# Identifying unlabelled 4d ions from their energy parts

A set of atomic outputs has lost its headers. What survives of each run is the total energy and its parts, all in hartree, from non-relativistic Hartree-Fock calculations on triply charged ions of the 4d series. Which row is which ion, and which columns can be trusted to say so?

Triply charged ions of the 4d series, calculated with B-spline radial code 1 using non-relativistic Hartree-Fock at the basis-set limit, for spherical atoms with a point nucleus. Energies are averages over the configuration, and Vee and Vne are the electron-electron and electron-nucleus energies. Candidates: Pd3+, Mo3+, Ru3+, Tc3+, Rh3+, Zr3+.

```csv
row,E total (hartree),kinetic (hartree),electron-nucleus (hartree),electron-electron (hartree),−Vee/Vne
A,-4439.566,4439.57,-10521.4,1642.30,0.1561
B,-4935.764,4935.76,-11698.3,1826.81,0.1562
C,-4683.829,4683.83,-11100.4,1732.73,0.1561
D,-3537.537,3537.54,-8390.88,1315.80,0.1568
E,-4202.890,4202.89,-9961.24,1555.46,0.1562
F,-3973.717,3973.72,-9419.56,1472.13,0.1563
```

The total energy, written Eₜₒₜ here to keep it apart from the row letter, is the sum of the kinetic energy T, the electron-nucleus attraction Vne (negative) and the electron-electron repulsion Vee (positive, exchange included). The last column is the ratio −Vee/Vne. Z is the nuclear charge and N = Z − 3 the number of electrons, so Z and N rise together along the series.

## How many independent numbers a row holds

The kinetic column repeats the total with its sign changed, to within 0.005 hartree, and Vne + Vee equals 2Eₜₒₜ to within 0.038 hartree. Both differences are inside the rounding of the printed digits. This is the virial theorem for Coulomb forces. A Hartree-Fock solution at the basis limit is stationary under a uniform scaling of all lengths, so it obeys the theorem by construction. The agreement is a sign of converged runs and says nothing about identity. Each row holds two independent numbers, for which Eₜₒₜ and one of the two potential terms will serve.

## Order and gaps

Moving one place along the series adds a proton, which lowers the energy of the electrons already there, and then binds one more electron, which lowers it again. The order of |Eₜₒₜ| is therefore the order of Z, and sorting gives D, F, E, A, C, B. If the six rows are known to be six particular ions, the job ends here. The more useful exercise is to allow any of the nine ions from Zr³⁺ to Cd³⁺ and ask the numbers to fix Z on their own.

The gaps between the sorted rows are 436.180, 229.173, 236.676, 244.263 and 251.935 hartree. The last four grow by about 7.5 to 7.7 hartree each, as consecutive steps of a smooth curve do. The first is 1.90 times the second. Running the progression backwards by 7.5 hartree per step gives 221.7 and 214.2 hartree for the two steps below row F, together about 436, close to the observed gap. So one ion is skipped between D and F, and the charges are Z, Z + 2, Z + 3, … Z + 6. That pattern spans seven places, and it fits into a series of nine in three ways, with row D as zirconium, niobium or molybdenum. Read this way the gaps leave the choice open.

## Fixing the absolute charge

The statistical theory of the atom supplies an energy with no adjustable constant. In the Thomas-Fermi picture the bulk of the electron cloud has a size that scales as Z^(−1/3), each electron is bound by an energy of order Z divided by that size, or Z^(4/3), and Z electrons give Z^(7/3). Two corrections follow. Within a distance of order 1/Z of the nucleus the statistical density diverges, and the few innermost electrons, each bound by an energy of order Z², are overbound; the Scott term +Z²/2 repairs this. Exchange goes as the integral of the density to the power 4/3; with a density of order Z² in a volume of order 1/Z this is Z^(8/3 − 1) = Z^(5/3), and the Schwinger term gathers it with a quantum correction to the kinetic energy of the same order. With the standard coefficients, for a neutral atom and in hartree,

Eₜₒₜ ≈ −(0.768745 Z^(7/3) − Z²/2 + 0.2699 Z^(5/3)).

Take row A, at −4439.566 hartree, and try Z = 44. Then Z^(7/3) = 6834.75 and Z^(5/3) = 548.39, the three terms, with the outer sign applied, are −5254.18, +968 and −148.01, and their sum is −4434.2 hartree. Row A lies 5.37 hartree below this, 0.12 % of its energy. With Z = 43 the miss would be 241.9 hartree and with Z = 45 it would be 238.6 hartree in the other direction. Nothing was fitted, so neither this row nor any other entered the formula. Solving the formula for Z numerically gives 44.02 for row A, and 40.02, 42.02, 43.02, 45.02 and 46.02 for rows D, F, E, C and B. The skipped place appears again, and the three placements reduce to one.

The formula is being used slightly outside its terms, since it describes neutral atoms. Taking off three electrons raises the energy by the first three ionisation energies, together about 2 hartree as a rough recalled size. The rows lie below the formula, so the neutral atoms would lie further below it, and part of the close agreement is a cancellation. Against steps of more than 200 hartree neither effect matters.

The leading term alone is a trap. For row A, (4439.566/0.768745)^(3/7) = 40.94, which is comfortably close to an integer and would name niobium. Without its two corrections, of which the Scott term is much the larger, the formula binds too strongly and so needs a smaller Z, here by about 3, to reach a given energy. Nearness to an integer is no check when the neglected terms are together worth more than three steps.

## A check that uses only the rows themselves

The Hellmann-Feynman theorem holds for a fully variational solution such as this one. At fixed N it gives dEₜₒₜ/dZ = Vne/Z, because Z enters the Hamiltonian only through the attraction. For two neighbouring rows, the gap in Eₜₒₜ is then about the mean Vne divided by the midpoint charge, and the mean Vne divided by the gap returns about Z + ½, with Z the charge of the lighter ion. For rows F and E the mean of 9419.56 and 9961.24 is 9690.40, and 9690.40/229.173 = 42.28. The next three pairs give 43.27, 44.26 and 45.25.

These fall between half-integers, but the direction of the error can be argued. The step also binds an electron, which widens the gap, so the quotient should come out below Z + ½. For rows F and E that selects 42.5, missed by 0.22, and rejects 41.5, which the quotient exceeds. Row F has Z = 42, in agreement with the statistical formula, and the two routes share no constant.

## What is sure and what is not

From the energy columns all six assignments are sure: D is Zr³⁺, F is Mo³⁺, E is Tc³⁺, A is Ru³⁺, C is Rh³⁺ and B is Pd³⁺. The ratio column is another matter. Along the sorted rows it reads 0.1568, 0.1563, 0.1562, 0.1561, 0.1561, 0.1562, falling and then rising. Had it been the only column, A and C would be indistinguishable, as would E and B, two ions three places apart. Row D stands clear of the rest, but the value by itself does not say at which end of the series it belongs.

The rows with their labels:

```csv
species,Z,electrons,configuration,E total (hartree),kinetic (hartree),electron-nucleus (hartree),electron-electron (hartree),−Vee/Vne
Zr3+,40,37,[Kr] 4d1,-3537.537,3537.54,-8390.88,1315.80,0.1568
Nb3+,41,38,[Kr] 4d2,-3751.961,3751.96,-8896.18,1392.26,0.1565
Mo3+,42,39,[Kr] 4d3,-3973.717,3973.72,-9419.56,1472.13,0.1563
Tc3+,43,40,[Kr] 4d4,-4202.890,4202.89,-9961.24,1555.46,0.1562
Ru3+,44,41,[Kr] 4d5,-4439.566,4439.57,-10521.4,1642.30,0.1561
Rh3+,45,42,[Kr] 4d6,-4683.829,4683.83,-11100.4,1732.73,0.1561
Pd3+,46,43,[Kr] 4d7,-4935.764,4935.76,-11698.3,1826.81,0.1562
Ag3+,47,44,[Kr] 4d8,-5195.454,5195.45,-12315.5,1924.61,0.1563
Cd3+,48,45,[Kr] 4d9,-5462.985,5462.99,-12952.2,2026.21,0.1564
```

The labels confirm the assignment. The two steps through Nb³⁺ are 214.424 and 221.756 hartree, as the backward progression suggested. Over all nine rows the formula lies above the computed energy by 4.75 to 6.95 hartree, 0.12 to 0.13 % of it, and the worst estimate of Z, for Cd³⁺, is off by 0.026. The Thomas-Fermi value rounds to N in every row, but it drifts from 37.14 at N = 37 to 44.74 at N = 45. The formula it comes from has no separate N in it, so the match is an accident of this part of the periodic table and this charge. The full table also adds a third tie in the ratio, since row F shares 0.1563 with Ag³⁺. With the labelled curve in hand as a calibration, the printed ratio identifies only row D of the six uniquely.

## The shortfall in the Hellmann-Feynman check

The quotient falls short of Z + ½ by 0.19 at the first step of the series and 0.28 at the last. In energy terms, the step minus the mean of Vne/Z at its two ends leaves a remainder, −1.21 hartree for Mo³⁺ to Tc³⁺, and 42.5 × 1.21/229.173 = 0.22 recovers the shortfall. The step can be walked in two legs, first raising Z at fixed N and then attaching a 4d electron. The second leg is minus the ionisation energy of the heavier ion, which the same calculations put at 1.51 hartree for Tc³⁺. The remainder has the right sign and size and rises along the series as the ionisation energy does, but in each of the eight steps it is the smaller, by about 0.3 hartree.

The reason can be argued. The first leg should end on the ion with N electrons, whereas the tabulated Vne belongs to the ion with N + 1 and includes the attraction of the new electron. Half of that excess enters the mean. For the step that ends on Ru³⁺ the discrepancy is 1.60 − 1.29 = 0.31 hartree, which implies an excess of 0.62 in |Vne|/Z. The computed mean of 1/r for the 4d orbital of Ru³⁺ is 0.92 per bohr, the excess to be expected if all other orbitals stayed frozen. The smaller figure is what relaxation would give, since the other shells expand a little when an electron is added, but the table holds no direct test of that reading.

## Why the ratio is so flat

Across the series |Eₜₒₜ| grows by 54.4 % while the ratio stays within a band of 0.00072, or 0.46 % of its smallest value. The flatness comes from scaling. For a neutral Thomas-Fermi atom, Vne = Z dEₜₒₜ/dZ = (7/3)Eₜₒₜ, the virial theorem gives Vee = 2Eₜₒₜ − Vne = −Eₜₒₜ/3, and the ratio is 1/7 = 0.1429 at every Z. The leading order carries no information on identity at all, and only corrections make the ratio move.

The same two steps applied to the three-term formula give 0.1614 for zirconium and 0.1607 for cadmium. That is too high by 0.004 to 0.005, several times the whole band, and it has no minimum. The sign of the error is what ionisation suggests. An outer electron at radius r is attracted by about Z/r and repelled by nearly (N − 1)/r, so its own contribution has a ratio not far below one, and removing three such electrons lowers the ratio of the whole. A formula good to a part in a thousand in the energy thus fails to order the ratios. A likely reason, besides its being made for neutral atoms, is that their variation sits largely in the outer shell, where the statistical picture is weakest.

## Why it turns

Each step makes two opposing moves. Raising Z at fixed N lowers the ratio: in the 1/Z expansion Vne leads with Z² and Vee with Z. Adding an outer electron raises it, for the reason just given. Along a series of constant charge the two nearly cancel, and the sign of what is left decides the direction.

The arithmetic of the turn is that of a running average. The ratio falls while the increment ΔVee/Δ|Vne| of a step is below the current ratio and rises once it is above. The increments climb from 0.1513 for the first step to 0.1596 for the last, by 0.0011 to 0.0013 each time, and they pass the running value of 0.1561 at the step from Ru³⁺ to Rh³⁺, where the increment is 0.1562. The table shows this much directly.

One thing that raises the increments is what each new 4d electron meets. It finds one more partner in its own shell than its predecessor did, and the shell is tighter: the calculations give a 4d mean radius of 1.70 bohr in Nb³⁺, 1.42 in Ru³⁺ and 1.23 in Ag³⁺. The average repulsion within a dⁿ shell is the number of pairs times the average per pair,

n(n − 1)/2 × [F⁰ − (2/63)(F² + F⁴)],

where F⁰, F² and F⁴ are the 4d–4d Slater integrals. For Cd³⁺, with 36 pairs and integrals of 20.824, 10.532 and 6.934 eV from the same run, this is 36 × (20.824 − 0.554) = 729.7 eV, or 26.82 hartree. It is zero in Zr³⁺, which has one 4d electron. At 0.00207 of |Vne| in Cd³⁺ the term is about three times the whole band of the ratio.

With this term taken out of Vee the ratio falls at every step, from 0.15681 to 0.15437, and most of the bend goes with it. The steps of the full ratio run from −0.00031 to +0.00016, while those of the reduced ratio run only from −0.00037 to −0.00028. The repulsion within the 4d shell therefore has the size and the curvature that the turn needs. This is book-keeping on a self-consistent result and falls short of isolating a cause, since the repulsion between the 4d electrons and the krypton core is larger still and also grows faster than the number of 4d electrons, and the attraction changes along the series as well. If the reading is right, another series that fills one compact shell at fixed charge should show a ratio that bends upward in the same way, with or without a minimum inside the series according to where the increment starts, whereas an isoelectronic sequence, which makes only the first move, should show a falling one.

## The half-filled shell is not the cause

The minimum lands on 4d⁵, which invites talk of half-filled-shell stability. These rows cannot show it. Each is an average over all states of its configuration, so the Ru³⁺ row is not the high-spin ⁶S term and carries no Hund's-rule stabilisation. The increments pass through the middle of the series without a kink. The sum of r² over all electrons also peaks at Ru³⁺, at 26.40 bohr², and just as smoothly: the 4d part keeps growing to the end of the series while the krypton core keeps shrinking.

The printed ties are rounding. Recomputed with Vne taken as 2Eₜₒₜ − Vee, which uses the more finely printed columns and is good to about 7 × 10⁻⁷, the ratio of Rh³⁺ exceeds that of Ru³⁺ by 5 × 10⁻⁶, and the Tc/Pd and Mo/Ag pairs split by about 9 × 10⁻⁶. These splittings are resolved numerically, yet they help only someone who already holds a labelled curve at the same level of theory. Term energies of an open d shell spread over several eV, of order 0.1 hartree, and a change of that order in Vee against a |Vne| of 10⁴ hartree is worth 10⁻⁵ in the ratio. A calculation on ground terms could therefore reorder these pairs or move the minimum by a place, while leaving the assignment by energy untouched.

## Using this on other outputs

The comparison worked because a non-relativistic formula met non-relativistic, all-electron energies. Electron correlation, absent here, lowers these totals by a couple of hartree as a rough recalled size and would not disturb the rounding of Z. Relativity is larger, of order 10² hartree for these nuclei on the same rough footing and growing steeply with Z, which is a sizeable fraction of a step. Relativistic totals fed into the formula would push the estimate of Z upward, and their effect on the ratio is untested by these runs. Energies from a pseudopotential calculation leave out the core and cannot be treated this way at all.

The energy is also a blunt tool for anything but the nucleus. Removing one more electron from these ions costs 1.33 to 1.95 hartree for Nb³⁺ to Cd³⁺ in the same calculations, less than the miss of the formula, so the formula cannot tell the charge state or the configuration, and here those had to come with the list of candidates. To find the element of an unlabelled non-relativistic all-electron run on an atom or an ion of low charge, check the virial relation as a sign of convergence, take Z from the three-term formula and never from its first term, confirm it with Vne over the gap to a neighbour, and leave −Vee/Vne out of the identification wherever it is near a turning point.
